Appendix: Response of Tc, the gap ratio and the specific-heat jump to changes in a sixfold gap model of 2H-NbSe2

A.1 The question

Take 2H-NbSe2 as a weak-coupling superconductor whose gap varies as 1 + ε cos 6φ around a cylindrical Fermi sheet. If one thing is changed (the pairing strength, the modulation, the distribution of the density of states, the number of sheets, or the purity), in which direction and by how much do Tc, Δ0/kTc and ΔC/(γTc) move?

A.2 The result

Conventions: k is Boltzmann's constant as a factor and the wave vector as an argument. N0 is the density of states per spin at the Fermi level. ⟨…⟩ is the Fermi-surface average weighted by the local density of states, with ⟨1⟩ = 1. The pairing interaction is separable, −V W(k)W(k′), and acts within ħωc of the Fermi level. The gap is then Δ(k,T) = Δ(T)W(k), with

1 = N0V ⟨W² ∫₀^ħωc dξ tanh(E/2kT)/E⟩,  E² = ξ² + Δ²W².

At Tc the integral equals L = ln(2e^C ħωc/πkTc), where C is Euler's constant and 2e^C/π = 1.134, so 1/L = λ = N0V⟨W²⟩. At T = 0 the integral is ln(2ħωc/Δ0|W|) for Δ0 ≪ ħωc. Equating the two conditions eliminates V and ωc:

Δ0/kTc = 1.764 exp(−M),  M = ⟨W² ln|W|⟩/⟨W²⟩,  πe^(−C) = 1.764.

Just below Tc, expanding the integral to first order in Δ² gives ⟨W²⟩ ln(Tc/T) = ⟨W⁴⟩ 7ζ(3)Δ²/(8π²k²Tc²). The jump of the specific heat is N0⟨W²⟩(−dΔ²/dT) at Tc, and γ = 2π²k²N0/3. Hence

ΔC/(γTc) = 1.426 ⟨W²⟩²/⟨W⁴⟩,  12/(7ζ(3)) = 1.426.

The variance of W² cannot be negative, so ⟨W²⟩² ≤ ⟨W⁴⟩ and the weak-coupling jump never exceeds 1.426. For W = 1 + a with ⟨a⟩ = 0, Δ0 is the mean gap, and to second order in a the two ratios are 1.764(1 − 3⟨a²⟩/2) and 1.426(1 − 4⟨a²⟩), while λ = N0V(1 + ⟨a²⟩). The general form goes back to Pokrovskii (1961), the 1 + a model to Markowitz and Kadanoff (1963) and Clem (1966). A change from λ to λ′ at fixed ωc gives ln(Tc′/Tc) = L(1 − λ/λ′).

A.3 Reference model

The Nb-derived sheets are lumped into one cylinder about Γ with uniform density of states. There cos 6φ is the lowest in-plane harmonic with the full hexagonal symmetry. With θ = 6φ, W = 1 + ε cos θ, s = √(1 − ε²) and b = ε/(1 + s), the series ln W = ln[(1 + s)/2] + 2b cos θ − b² cos 2θ + … gives

⟨W²⟩ = 1 + ε²/2,  ⟨W⁴⟩ = 1 + 3ε² + 3ε⁴/8,
M = ln[(1 + s)/2] + (2εb − ε²b²/4)/(1 + ε²/2).

The inputs are Tc ≈ 7.2 K (approximate, kTc = 0.620 meV), a typical phonon cutoff ħωc ≈ 20 meV, and an illustrative ε = 0.4. Then L = 3.60, ⟨W²⟩ = 1.08, ⟨W⁴⟩ = 1.4896, M = 0.110, and N0V = 0.257 is fitted to Tc. The model gives Δ0/kTc = 1.58, a gap between 0.59 and 1.37 meV about a mean of 0.98 meV, and ΔC/(γTc) = 1.12. The finite cutoff alters Δ0 by less than 0.1 %. The values of Tc predicted for changes 1 to 4, and the lower limit of Tc under change 5, depend on the chosen ωc through L; the ratios do not, and neither do the impurity values of Tc for scattering rates small against ωc.

The largest neglected term is strong coupling. For isotropic gaps the approximate Eliashberg fits of Marsiglio and Carbotte multiply the jump by 1 + 53x² ln(1/3x) and the gap ratio by 1 + 12.5x² ln(1/2x), with x = kTc/ħω_ln. An illustrative x = 0.05 (ħω_ln = 12 meV) raises the jump by 25 % and the gap ratio by 7 %. These rival the anisotropy reductions of 22 % and 10 % and have the opposite sign. Relative changes are therefore the meaningful output. The shift of the jump factor with Tc at fixed ω_ln is quoted below as a rough size of the competing effect, since its use for an anisotropic gap is an assumption.

A.4 Change 1: stronger pairing, same shape

Reasoning. V and ωc cancel from both ratios, so only Tc and the absolute gap respond, and they respond together. For small changes d ln Tc/d ln V = L, so 5 % in N0V should give somewhat under 20 % in Tc.

Calculation. ln(Tc′/Tc) = 3.60(1 − 1/1.05) = 0.171, so Tc rises to 8.5 K and every gap scales by the same factor. The weak-coupling response of both ratios is zero. The strong-coupling factor of the jump grows by about 6 %, which is then the whole expected response.

A.5 Change 2: the modulation

Reasoning. Replacing ε by −ε, rotating the pattern, or replacing cos 6φ by cos 12φ leaves the distribution of W values on a uniform cylinder unchanged, so nothing thermodynamic responds. Increasing |ε| at fixed N0V raises ⟨W²⟩ and Tc. Tc is set by the average of W², which favours the large-gap directions, so the mean gap falls relative to kTc. The maximum gap rises at first, since 1 + ε is linear in ε and M is quadratic. The jump falls, because ⟨W⁴⟩ grows faster than ⟨W²⟩². With ⟨a²⟩ = ε²/2 the second-order estimates are 1.764(1 − 3ε²/4) and 1.426(1 − 2ε²). The second turns negative beyond ε = 0.71, so it must overstate the fall at large ε.

Calculation. Second-order values are in brackets.

ε     Δ0/kTc        Δmax/kTc   Δmin/kTc   ΔC/(γTc)      Tc (K)
0     1.76          1.76       1.76       1.43          5.4
0.2   1.71 (1.71)   2.06       1.37       1.32 (1.31)   5.8
0.4   1.58 (1.55)   2.21       0.95       1.12 (0.97)   7.2
0.6   1.41 (1.29)   2.25       0.56       0.93 (0.40)   9.8

The signs are as argued. The expansion serves for ε = 0.2 and fails for the jump from ε = 0.4 on. The maximum gap ratio saturates: at ε = 1, where the gap touches zero, M = 7/6 − ln 2, Δmax/kTc = 2.20, and the jump is 18/35 of the isotropic value, or 0.73. Removing the modulation raises the jump by 28 %, against a fall of about 7 % in the strong-coupling factor as Tc drops. Going from ε = 0.4 to 0.6 lowers the jump by 16 %, against a rise of about 11 %, so in that direction most of the effect can be masked.

A.6 Change 3: hexagonal warping of the density of states

Let the weight per angle become 1 + η cos θ at fixed total N0, fixed V and fixed W(φ), as when the sheet is distorted towards a hexagon. Δ0 is now an amplitude and no longer the mean gap, because ⟨W⟩ = 1 + εη/2, so Δmax = (1 + ε)Δ0 is the quantity to follow.

Reasoning. The sign of εη now matters. For εη > 0 states collect where the gap is largest, so ⟨W²⟩ and Tc rise at first order in η. If all weight sat at the maxima the system would be isotropic, with Δmax/kTc = 1.764 and a jump of 1.426, so Δmax/kTc should fall and the jump should rise. For the size, rescale W by its mean. To leading order the relative variance becomes (ε²/2)(1 − εη), which adds 2ε³η to the relative jump through −4⟨a²⟩. The third moment becomes ⟨a³⟩ = −3ε³η/8 and enters ⟨W⁴⟩ as 4⟨a³⟩, which adds 3ε³η/2. The sum is 7ε³η/2, or 4.5 % for η = 0.2. The second-order formula alone misses the third-moment part.

Calculation. The averages are ⟨W²⟩ = 1 + ε²/2 + εη and ⟨W⁴⟩ = 1 + 3ε² + 3ε⁴/8 + η(2ε + 3ε³/2), and M follows from the weighted integral over θ.

η = +0.2: ⟨W²⟩ = 1.16, ⟨W⁴⟩ = 1.6688, M = 0.139. The jump rises by 3.0 % to 1.15, Δmax/kTc falls by 2.8 % to 2.15, and Tc rises to 9.2 K.
η = −0.2: ⟨W²⟩ = 1.00, ⟨W⁴⟩ = 1.3104, M = 0.078. The jump falls by 2.5 % to 1.09, Δmax/kTc rises by 3.3 % to 2.29, and Tc falls to 5.4 K.

The leading estimate has the right sign and is too large, since ε = 0.4 is not small. The response is concentrated in Tc. For η = +0.2 the strong-coupling factor grows by about 9 %, with the same sign as the anisotropy effect and a larger size, so the direction of the jump is safe and its magnitude is not fixed by weak coupling.

A.7 Change 4: an added sheet

Bulk 2H-NbSe2 has, besides the Nb-derived cylinders, a small pancake-shaped pocket of Se p character. Add such a sheet with a constant W = w and a share f of the total density of states, keeping the density of states of the cylinder and V fixed. With A = 1.08 and B = 1.4896 the reference moments, ⟨W²⟩ = (1 − f)A + fw² and ⟨W⁴⟩ = (1 − f)B + fw⁴, and λ grows by the factor 1 + fw²/[(1 − f)A]. The separable form couples the sheets in proportion to w.

Reasoning. An ungapped pocket (w = 0) adds to γ and to nothing else: Tc and the gaps stay, and the normalised jump is multiplied by 1 − f. For any w ≠ 0, Tc rises. To first order in f the relative change of the jump is f(2w²/A − w⁴/B − 1). This is positive only for w² between (B/A)(1 ± √(1 − A²/B)), that is for w from 0.86 to 1.42, where the new states narrow the distribution of W². M falls whenever ln w lies below its reference value 0.110, so Δ0/kTc rises slightly for 0 < w ≤ 1.

Calculation for an illustrative f = 0.05:

w = 0: the jump falls by 5.0 %, Δ0/kTc and Tc are unchanged.
w = 0.5: the jump falls by 2.9 %, Δ0/kTc rises by 1.0 %, Tc rises by 4.4 %.
w = 1: the jump rises by 0.9 %, Δ0/kTc rises by 0.5 %, Tc rises by 18 %.

The case w = 0 leaves x unchanged. For w = 0.5 the strong-coupling factor grows by about 1.3 % and cancels part of the fall. For w = 1, Tc moves about as far as in change 1, and the strong-coupling shift outweighs the 0.9 %.

A.8 Change 5: nonmagnetic impurities

Replace a few Nb atoms by Ta, or Se by S, and treat them only as isotropic Born scatterers with rate 1/τ and Γ = ħ/2τ.

Reasoning. Scattering mixes all directions. It leaves the isotropic part of the gap untouched (Anderson's theorem) and averages the modulated part away. Tc must fall, in proportion to the anisotropic share χ = 1 − ⟨W⟩²/⟨W²⟩ = 0.074, and it cannot fall below the value for λ = N0V⟨W⟩², which is the 5.4 K of the ε = 0 row. The relevant scale is ħ/τ of order 2πkTc = 3.9 meV.

Calculation. With ω = πkT(2n + 1), the linearised renormalised gap obeys Δ̃(k) = ΔW + Γ⟨Δ̃⟩/(|ω| + Γ), so ⟨Δ̃⟩ = Δ⟨W⟩(|ω| + Γ)/|ω|. Inserting this into the gap equation gives

1 = N0V πkT Σ_n [⟨W⟩²/|ω| + (⟨W²⟩ − ⟨W⟩²)/(|ω| + Γ)].

Subtracting the clean condition at Tc0 = 7.2 K, for Γ ≪ ħωc,

ln(Tc0/Tc) = χ[ψ(1/2 + ρ) − ψ(1/2)],  ρ = ħ/(4πkTc τ),

where ψ is the digamma function. Since ψ′(1/2) = π²/2, the initial slope is kδTc = −χπħ/8τ, or 0.34 K lost per meV of ħ/τ. At ρ = 1/2 the bracket is 2 ln 2, Tc = 6.5 K and ħ/τ = 3.5 meV; the linear law would predict a loss of 1.2 K where the full one gives 0.7 K. At ρ = 1 the bracket is 2, Tc = 6.2 K and ħ/τ = 6.7 meV. With a typical in-plane Fermi velocity of about 10⁵ m/s these are mean free paths of 19 and 10 nm. Cutting the frequency sum at ħωc reduces the bracket by about ln(1 + Γ/ħωc), which is 6 % and 8 % of it in the two cases, and for Γ ≫ ħωc it restores the floor at 5.4 K.

For ħ/τ ≫ kTc the second term of the sum no longer depends on temperature and only renormalises the coupling, and the isotropic part of Δ̃ dominates at low frequency. The spectrum then has a single gap Δ⟨W⟩, and the ratios tend to 1.764 and 1.426. Disorder thus lowers Tc while raising the normalised jump, by up to 28 % in weak coupling. Among the five changes, those that move Tc and the weak-coupling jump in opposite directions are a change of |ε| in either direction, scattering, and a pocket with 0 < w < 0.86 or w > 1.42 (limits to first order in f).

A real substitution also shifts N0V, and 1 % in N0V is 3.6 % in Tc, so a rise of 3 % would cancel the whole loss at ρ = 1/2. Disorder further weakens the charge-density wave that sets in near 33 K (approximate), which can return density of states to the Fermi level, an effect outside the model. The sign of δTc from scattering alone is therefore firm only when N0V is held within about 1 %. The rise of the weak-coupling jump towards 1.426 does not depend on N0V at all.